**Problem.** Find the energy-exchange kernel $K(\varepsilon)$ and the zero-temperature rate $\hbar/\tau_{ee}(E)$ of an electron at energy $E$ above the Fermi level of a diffusive metal. For bulk disordered Cu$_{0.5}$Au$_{0.5}$ find the energy $E^*$ at which the $E^{3/2}$ and $E^2$ terms are equal.

**Conventions and inputs.** At $T=0$ an electron that loses $\varepsilon=\hbar\omega$ excites a partner from a window of width $\varepsilon$, so $1/\tau_{ee}=\int_0^E\varepsilon K(\varepsilon)\,d\varepsilon$. The density of states $\nu$ counts both spins. The model has free electrons of mass $m_e$, one per atom, and isotropic elastic scattering with $l=v_F\tau$, $D=v_Fl/3$. Approximate inputs: fcc lattice parameter $a=0.387$ nm, residual resistivity $\rho=12\ \mu\Omega$ cm.

## 1. Estimate by hand

An exchange of energy $E$ lasts $\hbar/E$, during which both electrons diffuse over $L_E=(\hbar D/E)^{1/2}$. A screened interaction has strength $1/\nu$ whatever the charge, so the matrix element within this volume is its level spacing $\Delta_E=1/\nu L_E^3$. The density of final three-particle states is $E^2/\Delta_E^3$, but the partner states are spread over a width $E$, which reduces the squared matrix element to $\Delta_E^4/E^2$. The golden rule gives $\hbar/\tau_{ee}\sim\Delta_E$. With $\nu\sim k_F^3/E_F$ and $\hbar D\sim E_Fl/k_F$,
$$\hbar/\tau_{ee}\sim E^{3/2}E_F^{-1/2}(k_Fl)^{-3/2}.$$
Collisions with momentum transfer near $k_F$ ignore the disorder and give $E^2/E_F$. Equating the two,
$$E^*\sim E_F/(k_Fl)^3 .$$
Rounded numbers: $n=4/a^3=69\approx70$ nm$^{-3}$, $k_F\approx13$ nm$^{-1}$, $E_F\approx6$ eV. Drude gives $l=(\hbar/e^2)k_F/n\rho\approx4100\times13/(70\times120)\approx6$ nm, so $k_Fl\approx78\approx80$ and $E^*\sim6\ \mathrm{eV}/80^3=0.012$ meV.

## 2. Careful calculation

**Kernel.** The electron emits $(\mathbf q,\omega)$ into the fluctuating potential, whose spectrum at $T=0$ is $-2\hbar\,\mathrm{Im}\,U(q,\omega)$. Averaging over exact eigenstates,
$$\overline{\sum_\beta|\langle\beta|e^{i\mathbf{q\cdot r}}|\alpha\rangle|^2\delta(\epsilon_\alpha-\epsilon_\beta-\varepsilon)}=\frac{\mathrm{Re}\,P}{\pi\hbar},\qquad P=\frac{C}{1-C/\tau},\quad C=\Big\langle\frac{1}{1/\tau-i\omega+i\mathbf{q\cdot v}}\Big\rangle .$$
In the random-phase approximation (RPA) with Thomas–Fermi static screening, $U^{-1}=\nu\,[q^2/k_s^2+1+i\omega P]$ with $k_s^2=e^2\nu/\epsilon_0$. Then $-\mathrm{Im}\,U=\omega\nu\,\mathrm{Re}P\,|U|^2$, and the golden rule gives
$$K(\varepsilon)=\frac{2}{\pi\hbar^3\nu}\int\frac{d^3q}{(2\pi)^3}\,\frac{(\mathrm{Re}P)^2}{|q^2/k_s^2+1+i\omega P|^2},\qquad q<2k_F .$$

**Diffusive part.** For $ql\ll1$, $\omega\tau\ll1$ one has $P=1/(Dq^2-i\omega)$ and $1+i\omega P=Dq^2P$. The term $q^2/k_s^2$, the only place where $e^2$ enters, is negligible. The integrand becomes $1/(D^2q^4+\omega^2)$, and scaling $q$ by $(\omega/D)^{1/2}$ gives $K\propto\varepsilon^{d/2-2}$ when $d$ directions are longer than $L_\varepsilon$. With $\int_{-\infty}^\infty dx/(1+x^4)=\pi/\sqrt2$ and $\int_0^\infty x^2dx/(1+x^4)=\pi/2\sqrt2$:

- wire of cross-section $S$: $K=\kappa\,\varepsilon^{-3/2}$, $\kappa=1/(\sqrt{2D}\,\pi\hbar^{3/2}\nu S)$;
- film of thickness $t$: $K=1/(4\pi\hbar^2\nu tD\,\varepsilon)$;
- bulk: $K=\varepsilon^{-1/2}/(2\sqrt2\pi^2\hbar^{5/2}\nu D^{3/2})$.

Let $\Delta=1/(\nu\times\text{volume})$ and $E_{\rm Th}=\hbar D/L^2$ for a piece of size $L$ along the long directions. Integration over $\varepsilon$ gives $\hbar/\tau_{ee}=\gamma_d\,\Delta\,(E/E_{\rm Th})^{d/2}$ with $\gamma_1=\sqrt2/\pi$, $\gamma_2=1/4\pi$, $\gamma_3=1/3\sqrt2\pi^2$. In a dot with $\Delta\ll E\ll E_{\rm Th}$ the integral is a sum over diffusion modes, the uniform mode being fixed by the total charge. There $K$ is constant and $\hbar/\tau_{ee}=(\Delta/\pi)E^2\sum_{q\ne0}(\hbar Dq^2)^{-2}\sim\Delta(E/E_{\rm Th})^2$.

For free electrons $\nu=k_F^3/2\pi^2E_F$ and $\hbar D=\tfrac23E_Fl/k_F$, so the bulk term is $c_dE^{3/2}E_F^{-1/2}(k_Fl)^{-3/2}$ with
$$c_d=2\pi^2(3/2)^{3/2}\gamma_3=\sqrt3/2 .$$

**Constant part.** Outside $q\sim1/L_\varepsilon$ set $\omega=0$: $P=g/qv_F$ with $g=y\arctan y/(y-\arctan y)$, $y=ql$. At small $y$, $g^2=9/y^2+24/5+\dots$, and $9/y^2$ is the tail already counted in the diffusive integral. The remainder is $K_c=Q/(4\pi\hbar^3\nu v_F^2)$ with
$$Q=\frac{4}{\pi^2}\left[\int_0^{2k_F}\!dq\left(\frac{g^2}{(1+q^2/k_s^2)^2}-\frac{9}{y^2}\right)-\frac{9}{2k_Fl^2}\right].$$
Further terms in $K$ are smaller than $K_c$ by about $(\omega\tau)^{1/2}/k_sl$. Since $\hbar^2v_F^2\nu=2E_Fk_F/\pi^2$,
$$\frac{\hbar}{\tau_{ee}}=c_d\frac{E^{3/2}}{E_F^{1/2}(k_Fl)^{3/2}}+c_0\frac{E^2}{E_F},\qquad c_0=\frac{\pi Q}{16k_F},\qquad E^*=\Big(\frac{c_d}{c_0}\Big)^2\frac{E_F}{(k_Fl)^3}.$$
In the clean limit $g=\pi/2$ and $Q=k_sJ$, $J=\tfrac12[\arctan b+b/(1+b^2)]$, $b=2k_F/k_s$. For $b\to\infty$, $J\to\pi/4$, which is the high-density rate $(\sqrt3\pi^2/128)\,\omega_p(E/E_F)^2$ of Quinn and Ferrell (1958). At finite $l$, $g^2\simeq\pi^2/4+\pi(\pi^2/4-1)/y$ for $y\gg1$ adds a term of relative order $\ln(k_sl)/k_sl$.

**Numbers** (unrounded values carried). $n=69.0$ nm$^{-3}$, $k_F=12.69$ nm$^{-1}$, $E_F=6.14$ eV, $l=6.30$ nm, $k_Fl=79.9$, $D=30.8$ cm$^2$/s, $\nu=16.9$ eV$^{-1}$nm$^{-3}$, $\hbar/\tau=154$ meV, $k_s=17.5$ nm$^{-1}$, $b=1.452$, $J=0.717$. The clean value $k_sJ=12.5$ nm$^{-1}$ would give $E^*=0.24$ meV. The full integral gives $Q=13.7$ nm$^{-1}$, 9 % larger, and $c_0=0.212$. With $E$ in meV,
$$\hbar/\tau_{ee}=(15.5\,E^{3/2}+34.5\,E^2)\ \text{neV},\qquad E^*=0.20\ \text{meV}\quad(E^*/k_B=2.3\ \text{K}).$$
At $E^*$ the width is 2.8 neV, $\tau_{ee}\approx0.2\ \mu$s. The condition $E^*\ll\hbar/\tau$ holds, and the sample is bulk if it exceeds $L_{E^*}\approx100$ nm. The local exponent $d\ln\tau_{ee}^{-1}/d\ln E=(\tfrac32+2r)/(1+r)$, $r=(E/E^*)^{1/2}$, is 1.6 at $E^*/16$, 1.75 at $E^*$ and 1.9 at $16E^*$: the crossover spans more than two decades.

## 3. Why the two differ by a factor 17

The scaling $E_F/(k_Fl)^3$ is right. The powers of $E$ differ by only one half, so the ratio of prefactors enters squared.

| Source | Factor in $E^*$ |
|---|---|
| diffusive prefactor, $c_d^2$ | 0.75 |
| ballistic phase space, $(16/\pi)^2$ | 25.9 |
| screening cut-off, $(k_F/k_sJ)^2$ | 1.02 |
| region $1/l<q<k_s$, $(k_sJ/Q)^2$ | 0.84 |
| rounding of $E_F$ and $k_Fl$ | 1.03 |
| product | 17 |

The diffusive guess succeeds by cancellation. Setting $\hbar/\tau_{ee}=\Delta_E$ misses $\gamma_3=0.0239$, and the crude $\nu$ and $D$ miss $2\pi^2(3/2)^{3/2}=36.3$ the other way. The ballistic guess has no such compensation. Its $\pi/16=0.196$ is $\tfrac12$ from the triangular energy window $\int_0^E\varepsilon\,d\varepsilon$ times $\pi/8$ from the two angular averages, the measure in $q$ and the free-electron $\nu$. The $E^2$ term is thus about five times weaker than guessed, and the disorder term survives to higher energy.

**Neglected terms.**

- Static Lindhard screening in place of Thomas–Fermi raises the clean part of $Q$ by 8 %.
- Exchange between parallel spins, in Born approximation with the static Thomas–Fermi $U$, removes the fraction $\arctan\!\big(b/\sqrt{2+b^2}\big)/\big(J\sqrt{2+b^2}\big)=0.43$ of the clean part. This moves $E^*$ to about 0.5 meV and is the largest uncertainty within the electron-gas picture.
- The spin-triplet channel, of amplitude $A/\nu$, would multiply the $E^{3/2}$ term by about $1+3A^2$. Spin–orbit scattering on Au cuts it off. The rough rule $\tau/\tau_s\sim(\alpha Z)^4$ with $Z=79$ gives $\hbar/\tau_s\approx17$ meV $\gg E^*$. With $P=1/(Dq^2+1/\tau_s)$ the channel adds only $27A^2/(\pi l\sqrt{3\tau/\tau_s})$ to $Q$, 4 % for an assumed $|A|=\tfrac12$.
- Phonon emission competes. A clean Debye model, $\alpha^2F=\lambda(\omega/\omega_D)^2$, gives $\hbar/\tau_{ep}=2\pi\lambda E^3/3(k_B\Theta_D)^2$. With a typical $\lambda\approx0.15$ and the compiled $\Theta_D=343$ K of Cu (Wikipedia) this is 2.9 neV at $E^*$, as large as the electron–electron width. The heavier alloy has a lower $\Theta_D$, which raises the estimate.

**Answer.** $E^*\approx0.2$ meV is the value of the free-electron RPA model with the assumed $a$ and $\rho$, and it scales nearly as $\rho^3$. As typical knowledge, hot-electron lifetimes in Cu and Au are about two to three times longer than free-electron RPA gives, largely through $d$-band screening. That screening weakens the $E^2$ term and leaves the $e^2$-independent term alone. The model therefore probably places the crossover too low by a factor of four to nine, and the alloy's value should lie near 0.8 to 1.8 meV, where phonon emission already dominates the decay.